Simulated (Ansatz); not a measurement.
A series in volume scale on Mg

All results are calculated (Ansatz 0.2.0). Plane-wave DFT, scalar-relativistic PAW made under PBE with cores redone for the functional, no dispersion; the given relaxed cell is scaled uniformly, energy at zero smearing counts from the unscaled cell, pressure at the given Fermi-Dirac smearing is positive in compression.

The cell before it is scaled or strained (space group P6_3/mmc, No. 194):
```
Mg
1.0
      3.2301     0.0000     0.0000
     -1.6151     2.7974     0.0000
      0.0000     0.0000     5.2445
Mg
2
Direct
  0.33333 0.66667 0.25000
  0.66667 0.33333 0.75000
```

Settings of every row: spin polarised no; functional RPBE; wave cutoff 420 eV; smearing width 0.1 eV; k mesh 18x18x10.

Atom starting moment: 0 on all atoms.

```
row  volume scale  V (Å³/atom)  energy change per atom (meV)  pressure (GPa)
  1          0.88       20.851                         45.21            5.69
  2          0.92       21.799                         18.73            3.43
  3          0.96       22.747                           4.4            1.57
  4          1.04       24.642                             ?               ?
  5          1.08        25.59                         14.12           -2.21
  6          1.12       26.538                         29.94           -3.04
```

Question: what energy change per atom and pressure should row 4 give?

Worked fit of energy change per atom. Take u = (V_r/V)^(2/3) − 1 with V_r = 22.747 Å³ an atom, which is twice the finite (Eulerian) strain; such expansions in the strain, on which the Birch-Murnaghan equation of state is built, carry the rest volume and the bulk modulus. The shown rows have u = 0.05974, 0.02879, 0, -0.07551, -0.09766. Least squares give energy change per atom = 4.407 + 324.55 × u + 6000.8 × u² meV; a straight line predicts inner rows, each left out in turn, worse (root mean square 16 against 0.012 meV). The rows lie off it by 0.00, 0.01, -0.01, 0.00, 0.00. Its lowest point lies at u = -0.0270, or V = 23.7 Å³ an atom, and the curvature there gives the bulk modulus at fixed shape and fractions, B = (4/9)(1 + u)² E″(u)/V = 34.1 GPa. Letting shape and atoms relax would as a rule lower it, by much in layered, chain or molecular crystals. The withheld row has u = -0.05195, so the fit gives 4.407 + 324.55 × (-0.05195) + 6000.8 × (-0.05195)² = 3.74 meV.

The calculation gave 3.73 meV. The fit lies 0.01 meV (0.024 % of the column's range) above it, one unit of the last digit.

Worked fit of pressure. Take u = (V_r/V)^(2/3) − 1 with V_r = 22.747 Å³ an atom, which is twice the finite (Eulerian) strain; such expansions in the strain, on which the Birch-Murnaghan equation of state is built, carry the rest volume and the bulk modulus. The shown rows have u = 0.05974, 0.02879, 0, -0.07551, -0.09766. Least squares give pressure = 1.573 + 60.63 × u + 137.9 × u² GPa; a straight line predicts inner rows, each left out in turn, worse (root mean square 0.36 against 0.011 GPa). The rows lie off it by 0.00, 0.00, 0.00, 0.01, -0.01. The pressure vanishes at u = -0.0277, or V = 23.73 Å³ an atom, and there the bulk modulus at fixed shape and fractions is B = −V dP/dV = (2/3)(1 + u) dP/du = 34.4 GPa. Letting shape and atoms relax would as a rule lower it, by much in layered, chain or molecular crystals. The withheld row has u = -0.05195, so the fit gives 1.573 + 60.63 × (-0.05195) + 137.9 × (-0.05195)² = -1.20 GPa.

The calculation gave -1.19 GPa. The fit lies 0.01 GPa (0.11 % of the column's range) below it, one unit of the last digit.
